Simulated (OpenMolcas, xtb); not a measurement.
**A ladder of methods for Si2H3F3 (SMILES F[Si](F)(F)[SiH3])**

Si2H3F3 has 8 atoms, charge 0, and is taken as a singlet. As SMILES, `F[Si](F)(F)[SiH3]`. The coordinates come from a PBE0-D4/def2-TZVP relaxation.

Each level gives the HOMO–LUMO gap (eV). The values are calculated.

| level | kind | program | value (eV) | CPU time |
| --- | --- | --- | --- | --- |
| GFN1-xTB | semi-empirical | xtb | 5.43 | under 2 s |
| HF/cc-pVDZ | Hartree–Fock | OpenMolcas | 15.79 | 15 s |
| SVWN5/cc-pVDZ | LDA | OpenMolcas | 7.00 | 41 s |
| BLYP/cc-pVDZ | GGA | OpenMolcas | 7.14 | 44 s |
| TPSS/cc-pVDZ | meta-GGA | OpenMolcas | 7.42 | 57 s |
| B3LYP/cc-pVDZ | global hybrid | OpenMolcas | 8.88 | 47 s |
| M06-2X/cc-pVDZ | hybrid meta-GGA | OpenMolcas | 11.27 | 52 s |
| B2PLYP/cc-pVDZ | double hybrid | OpenMolcas | 11.73 | 31 s |

The values span 5.43 to 15.79 eV. Orbital gaps aren't excitation energies, and those of double hybrids come from the SCF part alone; they tend to grow with the share of exact exchange. CPU times are rough (shared hosts, several kinds of processor): they show what a rung costs within a factor of a few.

Every level gives a wide gap, as expected for a saturated molecule with only σ bonds and fluorine lone pairs. The highest occupied orbital is probably mainly Si–Si σ bonding with some Si–H character, since fluorine's electronegativity holds its lone pairs deeper; the gap values alone can't confirm this.

The three semilocal functionals lie close together, from 7.00 to 7.42 eV, so density-gradient and kinetic-energy terms matter little here. The large step comes with nonlocal exchange, up to 15.79 eV in Hartree–Fock, probably because it stabilises occupied orbitals but gives empty ones no matching attraction. M06-2X and B2PLYP contain nearly equal shares of it, and their gaps are correspondingly close. GFN1-xTB falls below even the LDA, but its parametrised Hamiltonian and small valence basis place it outside this sequence.

The spread therefore measures how each method treats the orbitals rather than an uncertainty in one observable, and without diffuse functions the position of the empty level, especially in Hartree–Fock, remains untested.
